Dear colleague,

The $k^3$ term of the direct correlation function is fixed by the long-range forces and the density alone, and in a fluid its coefficient contains not the $C_6$ of the isolated pair but $C_6-\tfrac{8\pi}{3}\rho C_9$. Below I derive this, say where it holds, and evaluate it for liquid N$_2$ at 77 K.

## Premises and conventions

Polarisabilities $\alpha$ are volumes (Gaussian convention), $\rho$ is the number density, $\beta=1/k_BT$, and $\hat f(k)=\int f(\mathbf r)e^{-i\mathbf k\cdot\mathbf r}d^3r$, so that $S(k)=1/[1-\rho\hat c(k)]$.

1. The fluid is classical, uniform, isotropic and away from its critical point, so that structure extends over a correlation length $\xi_c$ of a few molecular diameters.
2. The molecules act as isotropic centres, with energy $U=\sum u_2+\sum u_3$.
3. $u_2(r)\to -C_6/r^6$ at large $r$, without retardation, and a repulsive core makes $g(s)$ vanish at small $s$.
4. $u_3$ is the Axilrod–Teller–Muto triple-dipole energy. For a triangle with sides $r_{ij}$ and interior angles $\gamma_i$,
$$u_3=C_9\,\frac{1+3\cos\gamma_1\cos\gamma_2\cos\gamma_3}{r_{12}^3r_{23}^3r_{31}^3}.$$

With $\alpha(i\xi)$ the polarisability at imaginary frequency, $C_6=\frac{3\hbar}{\pi}\int_0^\infty\alpha^2d\xi$ and $C_9=\frac{3\hbar}{\pi}\int_0^\infty\alpha^3d\xi$, both positive.

## Step 1. The ATM energy as a trace

Let $\mathsf T(\mathbf s)=(3\hat{\mathbf s}\hat{\mathbf s}-\mathsf 1)/s^3$ be the dipole tensor, which is symmetric, traceless and even in $\mathbf s$. For unit vectors $\mathbf a,\mathbf b,\mathbf c$, multiplying out gives
$$\mathrm{Tr}[(3\mathbf{aa}-\mathsf 1)(3\mathbf{bb}-\mathsf 1)(3\mathbf{cc}-\mathsf 1)]=27(\mathbf{a\cdot b})(\mathbf{b\cdot c})(\mathbf{c\cdot a})-9[(\mathbf{a\cdot b})^2+(\mathbf{b\cdot c})^2+(\mathbf{c\cdot a})^2]+9-3 .$$
Take the vectors cyclically along the sides. Each scalar product is then minus the cosine of an interior angle. With $\Gamma=\cos\gamma_1\cos\gamma_2\cos\gamma_3$ and the triangle identity $\sum\cos^2\gamma_i=1-2\Gamma$, the trace is $-27\Gamma-9+18\Gamma+6=-3(1+3\Gamma)$. Hence
$$u_3=-\tfrac13C_9\,\mathrm{Tr}[\mathsf T_{12}\mathsf T_{23}\mathsf T_{31}].$$
The integral over particle 3 is now a convolution of two dipole tensors.

## Step 2. Integration over the third particle

Exclude particle 3 from a sphere of radius $\sigma_1$ round 1 and one of radius $\sigma_2$ round 2, and write $\mathsf T_\sigma(\mathbf s)=\mathsf T(\mathbf s)\Theta(s-\sigma)$. With $\mathbf r$ the vector between 1 and 2,
$$I(r)=\int u_3\,d^3r_3=-\tfrac13C_9\,\mathrm{Tr}[\mathsf T(\mathbf r)\,\mathsf M(\mathbf r)],\qquad \mathsf M=\mathsf T_{\sigma_2}*\mathsf T_{\sigma_1}.$$
The integral converges absolutely, since the integrand is bounded and falls as $r_3^{-6}$.

*Transform of $\mathsf T_\sigma$.* The tensor $3\hat{\mathbf s}\hat{\mathbf s}-\mathsf 1$ is pure $l=2$, so only the $l=2$ term of the plane-wave expansion survives: $\int(3\hat{\mathbf s}\hat{\mathbf s}-\mathsf 1)e^{-i\mathbf k\cdot\mathbf s}d\Omega=-4\pi j_2(ks)\mathsf P$, with $\mathsf P=3\hat{\mathbf k}\hat{\mathbf k}-\mathsf 1$. Because $d[j_1(x)/x]/dx=-j_2(x)/x$, the radial integral is $\int_\sigma^\infty j_2(ks)\,ds/s=j_1(k\sigma)/k\sigma$. Therefore
$$\hat{\mathsf T}_\sigma=-\frac{4\pi}{3}\mathsf P\,f(k\sigma),\qquad f(x)=\frac{3j_1(x)}{x},$$
and $f(k\sigma)$ is the form factor of a uniform sphere of radius $\sigma$ and unit charge.

*Product.* $\mathsf P^2=9\hat{\mathbf k}\hat{\mathbf k}-6\hat{\mathbf k}\hat{\mathbf k}+\mathsf 1=\mathsf P+2\,\mathsf 1$, so with $\hat w=f(k\sigma_1)f(k\sigma_2)$
$$\hat{\mathsf M}=-\frac{4\pi}{3}\Big[-\frac{4\pi}{3}\mathsf P\,\hat w\Big]+\frac{32\pi^2}{9}\hat w\,\mathsf 1 .$$
The last term is isotropic and drops out of the trace with the traceless $\mathsf T(\mathbf r)$.

*Inversion.* $w(r)$ is the convolution of the two spheres, a spherical density of unit total charge that vanishes beyond $\sigma_1+\sigma_2$. Its potential $\phi$ obeys $\nabla^2\phi=-4\pi w$, so $\hat\phi=4\pi\hat w/k^2$, and $\nabla\nabla\phi$ transforms to $-4\pi\hat{\mathbf k}\hat{\mathbf k}\hat w$. The bracket above is the traceless part of this. For spherical $\phi$ the traceless part of $\nabla\nabla\phi$ is $(\hat{\mathbf r}\hat{\mathbf r}-\tfrac13\mathsf 1)(\phi''-\phi'/r)$. Gauss's law gives $\phi'=-q/r^2$ with $q(r)$ the charge inside $r$, hence $\phi''=2q/r^3-4\pi w$. The bracket thus inverts to $\mathsf T(\mathbf r)Q(r)$ with $Q=q-\tfrac{4\pi}{3}r^3w$. Using $\mathrm{Tr}\,\mathsf T^2=(4+1+1)/r^6$,
$$I(r)=-\tfrac13C_9\Big(-\frac{4\pi}{3}\Big)\frac{6}{r^6}Q(r)=\frac{8\pi}{3}\frac{C_9}{r^6}\,Q(r).$$
For $r\ge\sigma_1+\sigma_2$ we have $q=1$, $w=0$ and $Q=1$. The result $I=\tfrac{8\pi}{3}C_9/r^6$ is then exact, not merely asymptotic, and independent of both radii. It is positive: the third body weakens the attraction.

For equal radii and $x=r/\sigma<2$, the overlap volume of two spheres gives $\tfrac{4\pi}{3}\sigma^3w=1-\tfrac34x+\tfrac1{16}x^3$ and so $q=x^3-\tfrac9{16}x^4+\tfrac1{32}x^6$. Then $Q=\tfrac3{16}x^4-\tfrac1{32}x^6$, which is only $5/32$ at contact. The effective $C_6$ describes the tail and must not be carried into the first shell.

*Realistic structure.* Any $g$ that rises from 0 to 1 is a superposition of steps, $g(s)=\int_0^\infty g'(\sigma)\Theta(s-\sigma)d\sigma$ with $\int g'd\sigma=1$. Hence $\int g(r_{13})g(r_{23})u_3\,d^3r_3$ is a normalised average of $I$ over $\sigma_1,\sigma_2$. Only pairs with $\sigma_1+\sigma_2>r$ have $Q\ne1$, and for $r\gg\xi_c$ their weight is set by the $r^{-6}$ tail of $g-1$. The limit $\tfrac{8\pi}{3}C_9/r^6$ is the same for every such $g$.

## Step 3. From the integral to $c(r)$

By definition $c(1,2)=-\beta\,\delta^2F_{ex}/\delta\rho(1)\delta\rho(2)$. Scale $u_3\to\lambda u_3$ at fixed density profile. The derivative of the free energy is the mean of the perturbation, so
$$F_{ex}=F_{ex}^{(\lambda=0)}+\int_0^1d\lambda\,\frac16\int\rho(a)\rho(b)\rho(c)\,g^{(3)}_\lambda(a,b,c)\,u_3\;da\,db\,dc .$$

*Both derivatives on explicit densities.* There are $3\times2$ ways, which cancel the $1/6$ and leave $\rho\int g^{(3)}_\lambda(1,2,3)u_3\,d^3r_3$. For $r\gg\xi_c$ particle 3 is always far from at least one of 1 and 2, so $g^{(3)}\to g(r_{13})g(r_{23})$. By Step 2 the term is $\tfrac{8\pi}{3}\rho C_9/r^6$ for every $\lambda$, and the $\lambda$ integral gives a factor 1.

*Derivatives on $g^{(3)}$.* These need an argument, here by power counting and symmetry rather than a bound on each diagram. The function $g^{(3)}$ departs from 1 only where at least two particles are close, and it responds to the density within $\xi_c$ of them. The leading candidate has $a,b$ near 1 and $c$ at 2. There $u_3\to-\tfrac13C_9\mathrm{Tr}[\mathsf T_{ab}\mathsf T(\mathbf r)^2]$, of order $r^{-6}$, and it enters through $\int\mathsf T_{ab}\,[\delta g(a,b)/\delta\rho(1)]\,da\,db$. The weight is short-ranged, so this integral converges absolutely, and the fluid is isotropic about point 1. An isotropic traceless tensor is zero. The same argument cannot be applied to the explicit term, where the weight $g\to1$ does not confine particle 3. A second candidate has $a,b,c$ all near 1, responding to density at 2. The pair tail from 2 is a one-body field there, which is compensated when the profile is held fixed. The $u_3$ tail from 2 perturbs local pairs with $l=2$ symmetry, and its first-order effect on a scalar average again vanishes. What remains needs gradients of the far field or two long links, and falls as $r^{-8}$ or faster.

*Pair tail.* Switching on the tail of $u_2$ in the same way gives $\tfrac12\int\rho\rho\,g\,u_2$, whose explicit term is $g(r)u_2(r)\to-C_6/r^6$, while the other terms decay faster for the same reasons. Together,
$$c(r)\to\frac{\beta C_6^{\rm eff}}{r^6},\qquad C_6^{\rm eff}=C_6-\frac{8\pi}{3}\rho\,C_9 .$$

A warning on counting: a pair potential built to reproduce the mean energy carries only one third of the integral, because each triplet is shared among three pairs. Its tail has $8\pi/9$ in place of $8\pi/3$. Scattering probes $c$ and sees the full factor.

## Step 4. The $k^3$ term

Let $c=A/r^6$ beyond some radius $R\gg\xi_c$. The part inside $R$ has all moments, so its transform is a series in $k^2$. The tail gives, with $x=kr$,
$$\frac{4\pi}{k}\int_R^\infty\frac{A\sin kr}{r^5}dr=4\pi Ak^3\int_{kR}^\infty\frac{\sin x}{x^5}dx .$$
Write $\sin x=x-x^3/6+G(x)$. The first two pieces integrate to $(kR)^{-3}/3-(kR)^{-1}/6$ and yield $k^0$ and $k^2$. The third is $\int_0^\infty-\int_0^{kR}$ of $G/x^5$. The integrand is even and regular, so the second integral is odd in $kR$ and yields $k^4,k^6,\dots$ Four integrations by parts handle the first. The boundary terms vanish because $G\sim x^5$ at 0 and $\sim x^3$ at infinity, and $G''''=\sin x$:
$$\int_0^\infty\frac{G}{x^5}dx=\frac1{4!}\int_0^\infty\frac{\sin x}{x}dx=\frac{\pi}{48}.$$
The only odd power is $4\pi\cdot\frac{\pi}{48}Ak^3$, independent of $R$. Thus
$$\hat c(k)=c_0+c_2k^2+c_3k^3+c_4k^4+\dots,\qquad c_3=\frac{\pi^2}{12}\,\beta\Big(C_6-\frac{8\pi}{3}\rho C_9\Big),$$
where $k=|\mathbf k|$. Expanding $S=1/(1-\rho\hat c)$, the $k^3$ coefficient of $S(k)$ is $S(0)^2\rho c_3$. The same steps give $-\pi^2k$ as the odd term for $r^{-4}$ and $-\pi^2k^5/360$ for $r^{-8}$.

## Range of validity

**Many-body terms beyond three.** In a dense liquid this is the main limitation. A continuum argument gives its size. In a medium of permittivity $\varepsilon(i\xi)$ an excess density $\delta\rho$ in a volume $V$ carries the excess polarisability $(\partial\varepsilon/\partial\rho)\,\delta\rho V/4\pi$, and the dipole field is $\mathsf T/\varepsilon$. Each of the two links in the London energy is screened once, so
$$C_6^{\rm med}=\frac{3\hbar}{\pi}\int_0^\infty\Big(\frac{1}{4\pi\varepsilon}\frac{\partial\varepsilon}{\partial\rho}\Big)^2d\xi .$$
Assume the Clausius–Mossotti form $\varepsilon=(1+2y)/(1-y)$ with $y=\tfrac{4\pi}{3}\rho\alpha(i\xi)$. Then $d\varepsilon/dy=3/(1-y)^2$, and the integrand becomes
$$\frac{\alpha^2}{[(1-y)(1+2y)]^2}=\alpha^2(1-2y+7y^2-\dots).$$
The term $-2y\alpha^2=-\tfrac{8\pi}{3}\rho\alpha^3$ reproduces Step 3 by an independent route. The term $7y^2$ is of fourth order in $\alpha$ and is absent from $u_2+u_3$. The triple-dipole result is therefore the term linear in $\rho\alpha$, reliable when $7y^2\ll2y$.

**Departures from Clausius–Mossotti.** If close pairs add an isotropic polarisability $p(\rho)$ per volume, then $\alpha\to\alpha+dp/d\rho$ at each end and the integrand changes by the fraction $2(dp/d\rho)/\alpha$. The repeated dipole coupling $4\alpha^3/s^6$ per pair, integrated outside $\sigma$, gives $p=\tfrac{8\pi}{3}\rho^2\alpha^3/\sigma^3$ and the fraction $+\tfrac{32\pi}{3}\rho\alpha^2/\sigma^3$, before triplet terms that offset it in a dense liquid. For a linear molecule with anisotropy $\Delta\alpha=\alpha_\parallel-\alpha_\perp$, a pair adds $\tfrac23\mathrm{Tr}(\boldsymbol\alpha_1\mathsf T\boldsymbol\alpha_3)$, on average $\tfrac83\alpha\Delta\alpha\langle P_2\rangle/s^3$ to first order in $\Delta\alpha$, where $P_2$ refers to the angle between a molecular axis and the pair vector. With $J=\int g\langle P_2\rangle ds/s$ treated as independent of density, the fraction is $\tfrac{64\pi}{3}\rho\Delta\alpha J$, which is $8(\Delta\alpha/\alpha)|J|$ times the ATM term in size. The quadrupole adds nothing at $r^{-6}$: orientation-averaged, it enters at $r^{-8}$ (induction) and $r^{-10}$.

**Window in $k$.** The Casimir–Polder energy replaces the factor 3 in $C_6$ by $e^{-2z}(3+6z+5z^2+2z^3+z^4)=3-z^2+\dots$ with $z=\xi r/c_{\rm l}$, $c_{\rm l}$ the speed of light. This adds $+W_4/r^4$ to $u_2$, $W_4=(\hbar/\pi c_{\rm l}^2)\int\alpha^2\xi^2d\xi$, and so $+\beta\pi^2W_4k$ to $\hat c$. For one oscillator of frequency $\omega_0$, $W_4/C_6=1/3\ell^2$ with $\ell=c_{\rm l}/\omega_0$, and the ratio to the pair $k^3$ term is $4/(k\ell)^2$. One needs $k\ell\gg1$. At the upper end a $-C_8/r^8$ term gives the ratio $-(C_8/C_6)k^2/30$, and the series in even powers needs $k\xi_c$ small. Near the critical point the argument of Step 3 holds only for $r\gg\xi_c$, and the window closes.

## Liquid N$_2$ at 77 K

I take typical values as inputs: mass density 0.808 g cm$^{-3}$, molar mass 28.01 g mol$^{-1}$, $\alpha_0=11.74\,a_0^3$, $C_6=73.4\,E_ha_0^6$, $\kappa_T=3.2\times10^{-9}$ Pa$^{-1}$, $\sigma=3.6$ Å, $\Delta\alpha/\alpha=0.4$, $C_8/C_6=25\,a_0^2$. The thermal wavelength $h/\sqrt{2\pi mk_BT}$ is 0.38 Å, small against $\sigma$, which supports the classical premise for translation.

For $C_9$ I use one oscillator, $\alpha(i\xi)=\alpha_0/(1+\xi^2/\omega_0^2)$. The integrals of $(1+x^2)^{-n}$ over $(0,\infty)$ are $\pi/4$, $3\pi/16$, $5\pi/32$ for $n=2,3,4$. Hence $C_6=\tfrac34\hbar\omega_0\alpha_0^2$, so $\hbar\omega_0=0.710\,E_h$, and $C_9=\tfrac34\alpha_0C_6=646\,E_ha_0^9$.

The density is $\rho=0.01737$ Å$^{-3}=2.574\times10^{-3}a_0^{-3}$. Then $\tfrac{8\pi}{3}\rho C_9=13.9\,E_ha_0^6$, a fraction $2\pi\rho\alpha_0=0.190$ of $C_6$, and $C_6^{\rm eff}=59.5\,E_ha_0^6$. The energy route would give the fraction 0.063. The static $y$ is $y_0=0.127$, and the next order is $+7\cdot\tfrac58y_0^2=+0.070$, more than a third of the ATM term. Integrating the full Clausius–Mossotti integrand over $\xi$ gives $C_6^{\rm med}/C_6=0.867$. With $\beta E_h=4101$ and $\beta C_6=6.6\times10^3$ Å$^6$:

| model | $C_6^{\rm eff}/C_6$ | $c_3$ ($10^3$ Å$^6$) | $\rho c_3$ (Å$^3$) |
|---|---|---|---|
| pair only | 1 | 5.4 | 94 |
| pair + ATM | 0.81 | 4.4 | 77 |
| continuum, all orders in $y$ | 0.87 | 4.7 | 82 |

The smaller corrections are these. The repeated coupling, with the same weight $5/8$, adds $+0.02$ to $C_6^{\rm eff}/C_6$ before triplet offsets. For an assumed $|J|=0.03$ the anisotropy term is 0.1 of the ATM term, with a sign that only a simulation of $g\langle P_2\rangle$ can fix. With $\ell=102$ Å, retardation in vacuum gives a ratio of 0.15 at $k=0.05$ Å$^{-1}$, as large as the effect sought though linear in $k$, and 0.01 at $k=0.2$ Å$^{-1}$. At the latter point the $C_8$ term is $-0.009$ of the $k^3$ term.

For your instrument the obstacle is the low compressibility. Here $S(0)=\rho k_BT\kappa_T=0.059$. The ATM term lowers $\rho c_3$ by 18 Å$^3$, so at $k=0.2$ Å$^{-1}$ it lowers $\rho\hat c$ by 0.14. Since $\delta S/S=S\,\delta(\rho\hat c)$, and taking $S\approx S(0)$, the intensity drops by 0.8 per cent, or 0.6 per cent in the continuum version. This shift has to be separated from free $k^2$ and $k^4$ terms in the same fit. The intramolecular form factor is a series in $k^2$ and leaves the leading $k^3$ coefficient unchanged.

These figures are the model's, not nitrogen's. The one-oscillator rule typically puts $C_9$ a few per cent high for molecules like N$_2$, which is minor. The truncation at three bodies is not: the pair-plus-ATM model lowers $C_6$ by 19 per cent and the continuum estimate by 13 per cent, so at this density the triple-dipole formula probably overstates the reduction by some 40 per cent of the smaller figure, while $c_3$ itself differs by only 7 per cent between the two. In the gas $y$ is small and the $7y^2$ term drops out, and within the pair-plus-ATM model the slope of $c_3$ against $\rho$ at fixed $T$ is $-\tfrac{2\pi^3}{9}\beta C_9$. A measured slope also contains the repeated-coupling and anisotropy terms, which are linear in $\rho$ as well and have no triplet offset at low density. The first is $\tfrac{10}{3}\alpha_0/\sigma^3$ of the ATM slope with opposite sign, 12 per cent for a step $g$ at $\sigma$, and the second is 10 per cent of either sign for the assumed $|J|$. With these model inputs the two can shift the inferred $C_9$ by up to 22 per cent, so they must be computed from the gas-phase pair structure and subtracted before the slope yields $C_9$.